In cubic barium titanate, oxygen holds electrons that titanium and barium have largely given up. The filled oxygen 2p levels lie below the empty titanium 3d levels, and the band gap separates them. Here the cube grows from row to row, equally along its three axes, with every atom kept on its symmetric site, and the gap is computed with PBE. The parts below ask what stretching does to the gap and why.

Cubic BaTiO3 (Pm-3m, 5 atoms per cell) at several volumes with fixed fractional atomic positions, computed with Ansatz 0.2.0: all-electron LAPW, PBE functional, scalar-relativistic, not spin-polarized. The k mesh is 8×8×8, the Fermi–Dirac smearing width 0.05 eV and the basis error target 1 meV/atom.

```tsv
volume (Å³/atom)	shortest distance (Å)	band gap (eV)	smallest direct gap on path (eV)
12.098	1.963	1.928	1.968
12.355	1.977	1.884	1.950
12.613	1.990	1.840	1.930
12.742	1.997	1.818	1.919
12.999	2.010	1.776	1.897
13.128	2.017	1.754	1.885
13.385	2.030	1.713	1.861
13.642	2.043	1.672	1.836
```

**(a) Does stretching widen or narrow the gap, and is the gap direct?**

It narrows the gap. Over the whole range the volume grows by 13 % and the band gap falls from 1.928 to 1.672 eV, with a drop at every step.

The smallest direct gap, for which an electron keeps its wave vector, is larger than the band gap in every row. The highest filled and the lowest empty state therefore have different wave vectors, and the gap is indirect throughout.

**(b) Why should the filled and empty levels approach each other?**

A tempting answer is bonding: longer Ti–O contacts mix the orbitals less, so oxygen and titanium levels repel each other less. But this gap is known to run from the point R at the top of the valence band to Γ at the bottom of the conduction band. At both points symmetry forbids the edge state to mix titanium 3d with oxygen 2p. Weaker Ti–O mixing thus has no direct hold on either edge.

The electrostatic potential of the ions can act on both. An oxygen ion has positive neighbours, which pull its electrons down in energy. A titanium ion has negative neighbours, which push its levels up. Stretching moves all the neighbours away and weakens both effects, so the oxygen levels rise relative to the titanium levels and the gap shrinks. One effect is expected to work the other way. The state at R is antibonding between neighbouring oxygen ions, so stretching should lower it and widen the gap, and the electrostatic shift has to outweigh this. All of this is an argument from theory, since the calculation does not list the potentials at the ions.

**(c) How large would the effect be if the ions carried their full formal charges?**

For point charges every potential varies as $1/a$, where $a$ is the cube edge. With charges of +2, +4 and −2, the potentials at oxygen and titanium differ by roughly 70 V at $a=4.0$ Å, a rough recalled value. The edge grows from 3.926 to 4.086 Å, so the gap should change by

$$70\ \text{eV}\times\left(\frac{4.0}{4.086}-\frac{4.0}{3.926}\right)\approx-2.8\ \text{eV}.$$

The sign is right, but the size is about ten times that of the computed fall. Real electrons are shared between the ions and rearrange when the crystal is stretched, which can cancel much of the shift. The picture of point charges can suggest a direction, but it cannot supply the number.

**(d) The direct gap falls only about half as much. What does this reveal?**

The direct gap loses 0.132 eV, the band gap 0.256 eV. If the smallest direct gap lies at Γ, as is likely, both gaps end at the same empty state. Their difference is then the height of the valence top at R above the highest filled state at Γ. It grows from 0.04 to 0.16 eV.

Both of these filled states belong mainly to oxygen. A field that shifts all oxygen levels alike cannot move one against the other, so the common shift described in (b) cannot by itself explain why the two gaps fall at different rates. Nor does it help to say that bands narrow when atoms move apart, because this separation widens. Theory suggests a likely cause. The top oxygen state at Γ is expected to have a symmetry that lets it mix with the filled p shells of barium and titanium, which lie deeper and push it up; the state at R cannot mix with them. Stretching should weaken this push, so the state at Γ sinks relative to the one at R and the direct gap falls less. The table alone cannot confirm this.

**(e) Can one number describe the trend, and what gap does it give at 12.87 Å³/atom?**

Suppose that equal relative changes of volume always shift the gap by the same amount. Then $dE_g=D\,d\ln V$, where $E_g$ is the band gap, $V$ the volume and $D$ a constant called the deformation potential. Integration gives

$$E_g=E_0+D\ln(V/V_0),$$

with $V_0=12.99$ Å³/atom, the volume at zero pressure. A least-squares fit to all eight rows gives $E_0=1.777$ eV and $D=-2.13$ eV, or 21 meV less gap for each per cent of added volume. At 12.87 Å³/atom, midway between two rows, the logarithm is −0.009, so the gap is $1.777+0.019\approx1.80$ eV. No row exists there to test this value.

The line follows the rows to better than 1 meV. A line in $1/a$, the form suggested by point charges, does so to within about 1.4 meV. Over so short a range a good fit cannot tell which cause is at work. The printed analysis below gives both fits.

**(f) An engineer controls pressure, not volume. Is the response per GPa constant too?**

No. The first and the last step of the table each enlarge the volume by about 2 %, and each lowers the gap by a little over 40 meV. The first step releases 4.5 GPa of pressure, while the last needs only 2.6 GPa of added tension. The gap therefore responds by 10 meV per GPa in the compressed crystal and by 16 meV per GPa in the stretched one.

The electrons have hardly become more sensitive; the crystal has become softer. In a formula, $dE_g/dP=-D/B$, where $P$ is the pressure and $B$ the bulk modulus, the resistance to a change of volume. $D$ stays nearly constant while $B$ falls on stretching. Near zero pressure $B$ is about 170 GPa, which gives roughly 13 meV per GPa. A stretch that is equal along all three axes can thus be converted with one constant, but a pressure needs the stiffness at that pressure.

**(g) Which digits can be trusted, and what would other settings change?**

Neighbouring rows differ by 20 to 45 meV in the band gap, far more than the last printed digit, so the trend is well resolved within this method. The basis is set anew at each volume, but the gap shows no jump between rows. The basis error target in the settings concerns the energy and is no error bar for the gap. The pressures are sound as well: between the two smallest volumes the energies give 11.2 GPa and the stresses 11.3 GPa.

The gap itself is another matter. PBE makes such gaps much too small, and the measured one is roughly 3 eV. A functional with a better gap would raise every row; whether it would keep the same $D$ is not tested here. Spin–orbit coupling is missing. The edges of the indirect gap belong to the light atoms titanium and oxygen, so it should alter $D$ little. The filled state at Γ is less safe: it is expected to contain some barium p, and in the first row it lies only 0.04 eV below the top at R, so whether the gap stays indirect there is not tested.

The larger restriction is the shape. In real barium titanate the titanium ions are shifted off centre already at room temperature, which also changes the gap. The numbers describe the ideal cubic crystal, whose zero forces follow from symmetry and do not prove that it is stable.

The analysis program printed:

```
Gaps and pressure:
     row  direct minus indirect gap (eV)  pressure (GPa)
  12.098                            0.04           13.53
  12.355                           0.066           9.073
  12.613                            0.09            5.08
  12.742                           0.101           3.242
  12.999                           0.121         -0.1475
  13.128                           0.131          -1.708
  13.385                           0.148          -4.585
  13.642                           0.164          -7.164
fit of band_gap on 8 rows: constant 1.777 +/- 0.00016, coefficient of x -2.133 +/- 0.0041; rms 0.000381, worst 12.999 -0.00063, leave-one-out rms 0.000566
fit of band_gap on 8 rows: constant -4.599 +/- 0.026, coefficient of inva 25.63 +/- 0.1; rms 0.000809, worst 12.098 0.00137, leave-one-out rms 0.00128
Volume increase from first to last row (%): 12.76
Change of band gap from first to last row (eV): -0.256
Change of smallest direct gap from first to last row (eV): -0.132
Share of the band gap fall that equals the growth of the difference (%): 48.44
Volume at zero pressure by interpolation (A3 per atom): 12.99
Band gap at zero pressure by interpolation (eV): 1.778
Band gap change for one percent more volume (meV): -21.33
Predicted band gap at the absent volume factor 1.00 (eV): 1.797
Direct gap slope per unit ln V over the three smallest volumes (eV): -0.9115
Direct gap slope per unit ln V over the three largest volumes (eV): -1.276
Bulk modulus between the two rows around zero pressure (GPa): 169.7
Band gap rise per GPa between the two smallest volumes (meV): 9.876
Band gap rise per GPa between the two largest volumes (meV): 15.9
Rough formal-charge estimate of the band gap change (eV): -2.799
Formal-charge estimate over computed change: 10.94
Pressure from the energy difference of the two smallest volumes (GPa): 11.22
Mean pressure from the stress of the same two rows (GPa): 11.3
```
